**Transferability of a gold pseudopotential: excitation errors against 5d holes, charge and energy**

The table holds all-electron excitation energies of seven valence configurations of Au, measured from 5d¹⁰6s¹, and the errors of a norm-conserving RRKJ pseudopotential for them (ld1.x, scalar-relativistic PBE, spin-unpolarised, 5s, 5p and 4f frozen). The program lists the errors beside the number of 5d holes, the charge and the energy, forms the stepwise ionisation energies with their second differences, and locates the valence waves radially. As its one estimate it fixes a form quadratic in the 6s and 5d occupation changes exactly from Au⁺, Au²⁺ and 5d⁹6s² and applies it to Au³⁺ and Au⁴⁺. The output shows that all errors are negative and group by the number of d holes, from −5 and −17 meV with a full shell to −1031 meV with three holes. The quadratic form recovers only 68 % and 53 % of the error for two and three holes, so the growth is steeper than a square law, with holes and charge not separated in those rows.

Excitation energies of Au from the reference 5d¹⁰6s¹6p⁰ and their errors (all-electron minus pseudo), computed with ld1.x 7.5 and scalar-relativistic PBE. The norm-conserving RRKJ pseudopotential in separable form has an [Xe]4f¹⁴ core, a nonlinear core correction (sine form), the s channel as local part and radii of 2.35 (s), 3.85 (p) and 1.3 bohr (d).

## Analysis program

```python
# Table: Au pseudopotential test (ld1.x, PBE, scalar-relativistic, RRKJ, core [Xe]4f14): all-electron
# excitation energies from 5d10 6s1 and errors (all-electron minus pseudo), all spin-unpolarised.
# Tested: does the error follow 5d holes, charge or energy, and is its growth quadratic in occupation?
T = {
    'test_configuration': ['5d10 6s0 6p0', '5d9 6s0 6p0', '5d8 6s0 6p0', '5d7 6s0 6p0', '5d10 6s0 6p1', '5d9 6s2 6p0', '5d9 6s1 6p1'],
    'test_spin_polarised': ['no', 'no', 'no', 'no', 'no', 'no', 'no'],
    'excitation_energy_all_electron': [9.4086, 30.617, 64.494, 112.21, 5.2484, 1.6932, 7.4968],  # eV
    'excitation_error': [-17.05, -78.57, -377.2, -1031, -5.007, -70.68, -69.61],  # meV
}
import re
import numpy as np
from scipy.constants import physical_constants as pc
Ry = pc['Rydberg constant times hc in eV'][0]
R = {}
print("configuration | charge | d holes | E (eV) | error (meV) | error/E (%)")
for c, E, e in zip(T['test_configuration'], T['excitation_energy_all_electron'], T['excitation_error']):
    occ = {l: int(n) for _, l, n in re.findall(r'(\d)([spd])(\d+)', c)}
    k = (occ['d'], occ['s'], occ['p'])
    R[k] = (float(E), float(e))
    print(f"{c} | +{11-sum(k)} | {10-k[0]} | {float(E):.3f} | {float(e):.2f} | {float(e)/float(E)/10:.2f}")
print("spin polarised entries:", sorted(set(str(x) for x in T['test_spin_polarised'])))
print("rounding of errors: 0.005 meV or less up to one hole, 0.05 at two, 0.5 at three")
grp = {h: [v[1] for k, v in R.items() if 10-k[0] == h] for h in range(4)}
for h in (0, 1):
    print(f"{h} holes: mean error {np.mean(grp[h]):.1f} meV, spread {np.ptp(grp[h]):.1f} meV")
def step(name, a, b):
    print(f"{name}: energy {R[b][0]-R[a][0]:.3f} eV, error {R[b][1]-R[a][1]:+.2f} meV")
step("remove two 6s at one hole (d9s2 to d9)", (9, 2, 0), (9, 0, 0))
step("6s to 6p at one hole (d9s2 to d9s1p1)", (9, 2, 0), (9, 1, 1))
step("add 6p to Au+ (d10 to d10p1)", (10, 0, 0), (10, 0, 1))
step("5d to 6s beside a 6p (d10p1 to d9s1p1)", (10, 0, 1), (9, 1, 1))
print(f"error ratio d9s2 / Au+ {R[9,2,0][1]/R[10,0,0][1]:.2f}; energy ratio {R[9,2,0][0]/R[10,0,0][0]:.2f}")
E = np.array([0.0] + [R[d, 0, 0][0] for d in (10, 9, 8, 7)])
e = np.array([0.0] + [R[d, 0, 0][1] for d in (10, 9, 8, 7)])
dE, de = np.diff(E), np.diff(e)
for i in range(4):
    print(f"ionisation step {i+1}: {dE[i]:.2f} eV, error {de[i]:.1f} meV ({de[i]/dE[i]/10:.2f} %)")
d2E, d2e = np.diff(dE[1:]), np.diff(de[1:])
for i in range(2):
    print(f"second difference at {i+1} hole(s): energy {d2E[i]:.2f} eV, error {d2e[i]:.0f} meV ({d2e[i]/d2E[i]/10:.1f} %)")
x = e[2:] - e[1]
h = np.arange(1, 4)
for name, y in (("error beyond Au+", x), ("total error", e[2:])):
    p = np.log(y[1:]/y[:-1])/np.log(h[1:]/h[:-1])
    print(f"{name}: {np.round(y,1)} meV, ratios to one hole {np.round(y/y[0],1)}, exponents {np.round(p,2)}")
pex = np.log(x[1:]/x[:-1])/np.log(h[1:]/h[:-1])
# quadratic form a*ds^2 + b*dd^2 + c*ds*dd, fixed exactly by Au+, Au2+ and d9s2
a = R[10, 0, 0][1]
c = (R[9, 0, 0][1] - R[9, 2, 0][1])/2
b = (R[9, 0, 0][1] + R[9, 2, 0][1])/2 - a
print(f"quadratic terms from three rows: ss {a:.1f}, dd {b:.1f}, ds {c:.1f} meV; second difference {2*b:.0f} meV")
short = []
for n in (2, 3):
    q, t = a + b*n*n + c*n, R[10-n, 0, 0][1]
    short.append(q/t)
    print(f"{n} holes: quadratic {q:.0f} meV, table {t:.0f} meV, misfit {t-q:.0f} meV, share {100*q/t:.0f} %")
# further outputs of the same run: pseudo levels (Ry) and all-electron radial waves u(r)
ls, lp, ld = -0.4235*Ry, -0.05655*Ry, -0.50555*Ry
print(f"reference pseudo levels (eV): 5d {ld:.2f}, 6s {ls:.2f}, 6p {lp:.3f}")
print(f"level gap 6s-5d {ls-ld:.2f} eV against d9s2 energy {R[9,2,0][0]:.2f} eV")
r = 0.385*np.arange(0, 12)
U = {'5d': [0, -.3922, .5102, .8566, .785, .6242, .4749, .356, .2655, .1978, .1476, .1103],
     '6s': [0, -.1442, .3026, -.0514, -.4266, -.6133, -.6614, -.6334, -.5697, -.4937, -.4178, -.348],
     '6p': [0, .0888, -.1581, -.0789, .1017, .2494, .3487, .4093, .4421, .4556, .456, .4475]}
for k, u in U.items():
    w = np.array(u)**2
    ins = 0.385*(w[:5].sum() - 0.5*w[4])
    print(f"{k}: largest at grid point {r[np.argmax(w)]:.2f} bohr, coarse norm inside 1.54 bohr {ins:.2f}")
assert all(v[1] < 0 for v in R.values())
assert min(grp[0]) > max(grp[1]) and min(grp[1]) > grp[2][0] > grp[3][0]
assert np.ptp(grp[1]) < min(grp[0]) - max(grp[1])
assert np.all(pex > 2) and max(short) < 1
```

Printed output:

```
configuration | charge | d holes | E (eV) | error (meV) | error/E (%)
5d10 6s0 6p0 | +1 | 0 | 9.409 | -17.05 | -0.18
5d9 6s0 6p0 | +2 | 1 | 30.617 | -78.57 | -0.26
5d8 6s0 6p0 | +3 | 2 | 64.494 | -377.20 | -0.58
5d7 6s0 6p0 | +4 | 3 | 112.210 | -1031.00 | -0.92
5d10 6s0 6p1 | +0 | 0 | 5.248 | -5.01 | -0.10
5d9 6s2 6p0 | +0 | 1 | 1.693 | -70.68 | -4.17
5d9 6s1 6p1 | +0 | 1 | 7.497 | -69.61 | -0.93
spin polarised entries: ['no']
rounding of errors: 0.005 meV or less up to one hole, 0.05 at two, 0.5 at three
0 holes: mean error -11.0 meV, spread 12.0 meV
1 holes: mean error -73.0 meV, spread 9.0 meV
remove two 6s at one hole (d9s2 to d9): energy 28.924 eV, error -7.89 meV
6s to 6p at one hole (d9s2 to d9s1p1): energy 5.804 eV, error +1.07 meV
add 6p to Au+ (d10 to d10p1): energy -4.160 eV, error +12.04 meV
5d to 6s beside a 6p (d10p1 to d9s1p1): energy 2.248 eV, error -64.60 meV
error ratio d9s2 / Au+ 4.15; energy ratio 0.18
ionisation step 1: 9.41 eV, error -17.1 meV (-0.18 %)
ionisation step 2: 21.21 eV, error -61.5 meV (-0.29 %)
ionisation step 3: 33.88 eV, error -298.6 meV (-0.88 %)
ionisation step 4: 47.72 eV, error -653.8 meV (-1.37 %)
second difference at 1 hole(s): energy 12.67 eV, error -237 meV (-1.9 %)
second difference at 2 hole(s): energy 13.84 eV, error -355 meV (-2.6 %)
error beyond Au+: [  -61.5  -360.2 -1014. ] meV, ratios to one hole [ 1.   5.9 16.5], exponents [2.55 2.55]
total error: [  -78.6  -377.2 -1031. ] meV, ratios to one hole [ 1.   4.8 13.1], exponents [2.26 2.48]
quadratic terms from three rows: ss -17.1, dd -57.6, ds -3.9 meV; second difference -115 meV
2 holes: quadratic -255 meV, table -377 meV, misfit -122 meV, share 68 %
3 holes: quadratic -547 meV, table -1031 meV, misfit -484 meV, share 53 %
reference pseudo levels (eV): 5d -6.88, 6s -5.76, 6p -0.769
level gap 6s-5d 1.12 eV against d9s2 energy 1.69 eV
5d: largest at grid point 1.16 bohr, coarse norm inside 1.54 bohr 0.56
6s: largest at grid point 2.31 bohr, coarse norm inside 1.54 bohr 0.08
6p: largest at grid point 3.85 bohr, coarse norm inside 1.54 bohr 0.02
```
